# Office hours: demixing in a molten Ge₂Sb₂Te₅ line

**Student.** My profile puts a tellurium fraction of 3.87 at the anode, so the attempt is wrong. I can't see where, because every line follows from zero flux.

**Lecturer.** Conventions and inputs first.

**Student.** The anode is at $x=0$, the cathode at $x=L$, the field $F=V/L$ points along $+x$, and $s=x/L$. I take $L=10\ \mu$m, $V=2.0$ V, so $F=2.0\times10^{5}$ V/m, and a melt at $T=1000$ K, above the approximate melting point of 900 K. Typical magnitudes are $D=4\times10^{-9}$ m²/s for all species, $Z^*_{\rm Te}=-0.3$, and $Z^*_{\rm M}=+0.3$ for Ge and Sb lumped as M. I chose $L$ and $V$ to land on milliseconds. The mean fractions are $\bar y=5/9=0.556$ for Te and $4/9$ for M.

## The wrong attempt

**Student.** For concentration $c$, effective charge $Z^*$ and heat of transport $Q^*$,
$$J=-D\left[\frac{dc}{dx}-c\,\frac{Z^*qF}{kT}+c\,\frac{Q^*}{kT^2}\frac{dT}{dx}\right],$$
and $J=0$ gives
$$\frac{d\ln c}{dx}=\frac{Z^*qF}{kT}-\frac{Q^*}{kT^2}\frac{dT}{dx}.$$
Isothermally $c(L)/c(0)=e^{\rm Pe}$ with ${\rm Pe}=Z^*qV/kT$. With blocking ends the decaying modes are $e^{as}(n\pi\cos n\pi s+a\sin n\pi s)$, $a={\rm Pe}/2$, and the slowest has $\tau=L^2/[D(\pi^2+{\rm Pe}^2/4)]$.

Here $kT/q=86.17$ mV, $qV/kT=23.21$, and ${\rm Pe}=-6.96$ for Te. I applied this to each constituent separately. With $P=|{\rm Pe}|$ and the amount conserved, the Te fraction is
$$y_{\rm wrong}(s)=\bar y\,\frac{P\,e^{-Ps}}{1-e^{-P}},$$
and M piles up at the other end in the same way. The end ratio is $9.47\times10^{-4}$, and $L^2/D=25$ ms gives $\tau=1.14$ ms.

## The symptom

**Lecturer.** Add the two profiles. Te exceeds 1 over the first 1.9 µm, M reaches 3.10 at the cathode, and at mid-line the sum is 0.214. You have compressed a liquid nearly fourfold at one end and emptied most of the middle.

**Student.** Then those are relative densities, and I divide by the local sum.

**Lecturer.** That gives $y/(1-y)=\tfrac54\,e^{P(1-2s)}$, whose mean is 0.516 and not 0.556. Your amplitudes were fixed before the division, so tellurium went missing. The constraint has to enter the flux.

## The faulty line

**Lecturer.** Your formulas are right for a dilute solute. The fault is "each constituent separately". A solute moves through a host that makes room for it, and its $Z^*$ is counted relative to that host. Te at $5/9$ has no such host. The site density $n$ is fixed, so $\sum_i y_i=1$ everywhere.

## The mended calculation

**Lecturer.** Take an ideal mixture. A reaction force $f(x)$ keeps the density constant: a pressure gradient, or the drag of the electrons that carry the countercharge. I assume it equal on every atom, which means equal atomic volumes and equal scattering. Zero flux reads
$$kT\,\frac{d\ln y_i}{dx}=Z_i^*qF+f .$$
Multiply by $y_i$ and sum. The left side is $kT\,d(\sum_i y_i)/dx=0$, so $f=-\bar Z(x)qF$ with $\bar Z=\sum_j y_jZ_j^*$, and
$$\frac{d\ln y_i}{dx}=\big[Z_i^*-\bar Z(x)\big]\frac{qF}{kT}.$$
Only differences of charge survive. For Te, $Z^*_{\rm Te}-\bar Z=(1-y)(Z^*_{\rm Te}-Z^*_{\rm M})$. With $\Pi=(Z^*_{\rm M}-Z^*_{\rm Te})qV/kT=13.93$,
$$\frac{dy}{ds}=-\Pi\,y(1-y),\qquad y=\frac{1}{1+e^{\Pi(s-s_0)}} .$$
Setting $\int_0^1y\,ds=\bar y$ gives
$$e^{\Pi s_0}=\frac{e^{\Pi\bar y}-1}{1-e^{-\Pi(1-\bar y)}},\qquad y(0)=\frac{1-e^{-\Pi\bar y}}{1-e^{-\Pi}},\qquad \frac{y(1)}{y(0)}=e^{-\Pi(1-\bar y)} .$$
The profile is a step at $s_0=0.556$, with a 10–90 % width $2L\ln 9/\Pi=3.2\ \mu$m, $y(0)=0.9996$ and an end ratio of $2.05\times10^{-3}$.

**Student.** My ratio was only a factor 2.17 away. With these charges the melt is nearly balanced, $\bar Z=-0.033$. So the correction is minor.

**Lecturer.** For that one number, yes. Integrate the general equation along the line: $\bar Z$ is linear in the $y_j$, so its average is the nominal value, and $y_i(L)/y_i(0)=\exp[(Z_i^*-\bar Z_{\rm nom})qV/kT]$. But locally $\bar Z$ runs from nearly $-0.3$ to nearly $+0.3$. At the anode Te feels almost no net force, since almost no M is left to trade places with. On the cathode side it feels nearly twice your force. The average hides both.

**Student.** And the time? The equation is nonlinear now, so my modes are gone.

**Lecturer.** They return in another variable. With $\theta=Dt/L^2$ and one constant $D$,
$$\partial_\theta y=\partial_s\big[\partial_s y+\Pi\,y(1-y)\big],$$
and the bracket vanishes at both ends. Define $\psi=\exp\!\big(-\Pi\int_0^s y\,ds'\big)$, so $y=-\partial_s\ln\psi/\Pi$. This is the Cole–Hopf substitution. The bracket becomes $-(\psi''+\Pi\psi')/(\Pi\psi)$, primes meaning $\partial_s$. It also equals $\partial_\theta\int_0^s y\,ds'=-\partial_\theta\psi/(\Pi\psi)$, because no flux crosses $s=0$. Hence
$$\partial_\theta\psi=\psi''+\Pi\psi',\qquad \psi(0)=1,\quad \psi(1)=e^{-\Pi\bar y}.$$
The steady solution $\psi_\infty=A+Be^{-\Pi s}$, with $A$ and $B$ set by the end values, is our step. The transients are $b_n e^{-\Pi s/2}\sin(n\pi s)\,e^{-(n^2\pi^2+\Pi^2/4)\theta}$, so
$$\tau=\frac{L^2}{D\,(\pi^2+\Pi^2/4)}=0.43\ \text{ms}.$$
The form survives with Pe replaced by the difference $\Pi$, and $\bar y$ drops out. For $y\ll1$ the equation is your linear one, with the charge taken relative to the host.

**Student.** So the line is demixed after 0.43 ms?

**Lecturer.** No, $\tau$ governs the tail. From a uniform start the interior carries the flux $\Pi\bar y(1-\bar y)$ in reduced units. In the sharp-front limit $\Pi\gg1$ a pure Te zone grows from the anode at speed $\Pi\bar y$, and a Te-free zone grows from the cathode at $\Pi(1-\bar y)$. They meet at $\theta=1/\Pi$, or 1.8 ms. The series confirms this. For the start $\psi=e^{-\Pi\bar ys}$, with $\kappa=\Pi(\tfrac12-\bar y)$,
$$b_n=2n\pi\big[1-(-1)^ne^{\kappa}\big]\left[\frac{1}{\kappa^2+n^2\pi^2}-\frac{1}{\Pi^2/4+n^2\pi^2}\right].$$
The Te content of the anode half is $-\ln\psi(\tfrac12)/\Pi$. It has made 30 % of its final gain at $t=\tau$ and 92 % at 1.8 ms.

## The size of the error

| Quantity | Wrong | Mended | Wrong value is |
|---|---|---|---|
| Te fraction, anode | 3.87 | 0.9996 | 3.9 times too high |
| Te fraction, mid-line | 0.119 | 0.685 | 5.7 times too low |
| Te fraction, cathode | $3.66\times10^{-3}$ | $2.05\times10^{-3}$ | 1.8 times too high |
| Length with $y>\bar y$ | 2.8 µm | 5.4 µm | 1.9 times too short |
| Slowest $\tau$ | 1.14 ms | 0.43 ms | 2.7 times too long |
| Drift time, $L^2/DP$ against $L^2/D\Pi$ | 3.6 ms | 1.8 ms | twice too long |

**Student.** You dropped the thermal term and lumped Ge with Sb. Aren't those as bad as my slip?

**Lecturer.** Size them. The thermal term also enters as a difference: $d\ln(y_i/y_j)/dx$ gains $-(Q_i^*-Q_j^*)\,(dT/dx)/kT^2$. Assume 0.3 eV for that difference and 100 K between centre and ends. The shift of $\ln[y/(1-y)]$ is 0.35, against $\Pi/2=6.96$ from the field over the same half-line. The lumping matters more on the cathode side. An assumed difference of 0.1 between the Sb and Ge charges changes $\ln(y_{\rm Sb}/y_{\rm Ge})$ by 1.03 across a cathode zone of length $4L/9$, a factor 2.8.

**Student.** Is near-pure tellurium what a real line shows?

**Lecturer.** These numbers are the model's. The direction is the typical one, Te to the anode and Ge and Sb to the cathode within milliseconds, and the inputs were chosen for that time scale. The purity is overstated. Stressed lines typically keep the minority elements at the per cent level or above, so the model's 0.04 % of M at the anode is low by more than an order of magnitude. Attraction between Ge and Te raises the thermodynamic factor above 1 and flattens the step, the charges and the resistivity change with composition so that $\Pi$ is not uniform, and a pulse can end before the steady state. The fractions still sum to one at every point, so none of these effects brings the dilute exponential back.